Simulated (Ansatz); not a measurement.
Al$_{2}$Pt: from λ and ω_log to T_c, calculated with Ansatz

Space group Fm-3m (No. 225), 3 atoms in the cell of the first input below: a = 4.203 Å, b = 4.203 Å, c = 4.203 Å, α = 60.00°, β = 60.00°, γ = 60.00°.

The structure is a measured one, not always of the ambient phase, relaxed without spin–orbit coupling to zero pressure (pressure 0.1 GPa with this functional, without spin–orbit coupling). Functional: PBE.

Input:

```yaml
crystal:
  lattice:
    - [0.0, 2.9721228399, 2.9721228399]
    - [2.9721228399, 0.0, 2.9721228399]
    - [2.9721228399, 2.9721228399, 0.0]
  atoms:
    - { symbol: Al, position: [0.25, 0.25, 0.25] }
    - { symbol: Al, position: [0.75, 0.75, 0.75] }
    - { symbol: Pt, position: [0.0, 0.0, 0.0] }
basis:
  ecutwfc: 420
  ecutrho_ratio: 4
kpoints:
  mp_grid: { grid: [10, 10, 10] }
hamiltonian:
  xc: pbe
scf:
  occupations: { method: methfessel_paxton, width: 0.2 }
output: {}
phonons:
  supercell: [2, 2, 2]
  qpath:
    path:
      - [[0.0, 0.0, 0.0], [0.5, 0.0, 0.5], [0.625, 0.25, 0.625]]
      - [[0.375, 0.375, 0.75], [0.0, 0.0, 0.0], [0.5, 0.5, 0.5], [0.5, 0.25, 0.75], [0.5, 0.0, 0.5]]
    npoints: 6
  electrical_resistivity: { mesh: [20, 20, 20], temperatures: [50, 100, 200, 300, 500] }
  superconductivity: { mesh: [20, 20, 20], eliashberg_equations: false }
```

```bash
ansatz run input.yaml --threads 8 --pin off --max-ram 15360MiB --backend cpu --events-out ev --progress --plain --runs-dir out
```

Time: 100 s on 8 threads of Arm Neoverse V1, on a shared host, peak memory 2.8 GiB.

On the finest mesh λ = 0.4025, ω_log = 16.104 meV, N(E_F) = 0.602 states per eV, spin and cell. λ by mesh: 20×20×20 0.402, 10×10×10 0.403, 5×5×5 0.430.

**Question.** What T_c does McMillan's formula in the Allen–Dynes form give for μ* = 0.10?

**Answer.** T_c = (ω_log/1.2) exp[−1.04(1+λ)/(λ − μ*(1+0.62λ))] = (186.88 K/1.2) × exp(−1.4586/0.2775) = 0.81 K. By mesh, finest first, the same formula gives 0.81, 0.82, 1.19 K.

```tsv
μ*	McMillan (K)	Allen–Dynes with strong-coupling factors (K)
0.08	1.25	1.28
0.10	0.81	0.83
0.12	0.48	0.49
0.13	0.36	0.36
0.14	0.26	0.26
0.16	0.12	0.12
0.20	0.01	0.01
```

Caveats: no spin-orbit coupling, which matters for these elements; small supercell, couplings not converged in it; with so small a supercell and a typed μ*, T_c can miss a measured one by a factor of two or more.

Al₂Pt comes out as a weak-coupling, phonon-mediated superconductor, with λ = 0.4025 and T_c below 1 K for μ* of 0.10 or more. The steep fall of T_c with μ* follows from the weak coupling: the exponent depends on a small difference between phonon attraction and Coulomb repulsion, so modest changes in either are strongly amplified. The same sensitivity turns the larger λ of the coarsest mesh into a T_c of 1.19 K, whereas the two finer meshes nearly agree. The strong-coupling factors hardly matter, as expected at this λ.

The weak coupling probably reflects the modest density of states at the Fermi level. In this compound the Pt 5d shell is largely filled and lies mostly below E_F, leaving broad, hybridised sp states to carry much of the conduction. The results support a low T_c, but not a precise value, since μ* is not determined here. Nor do the integrated quantities show whether Pt-dominated or Al-dominated vibrations supply most of the pairing.
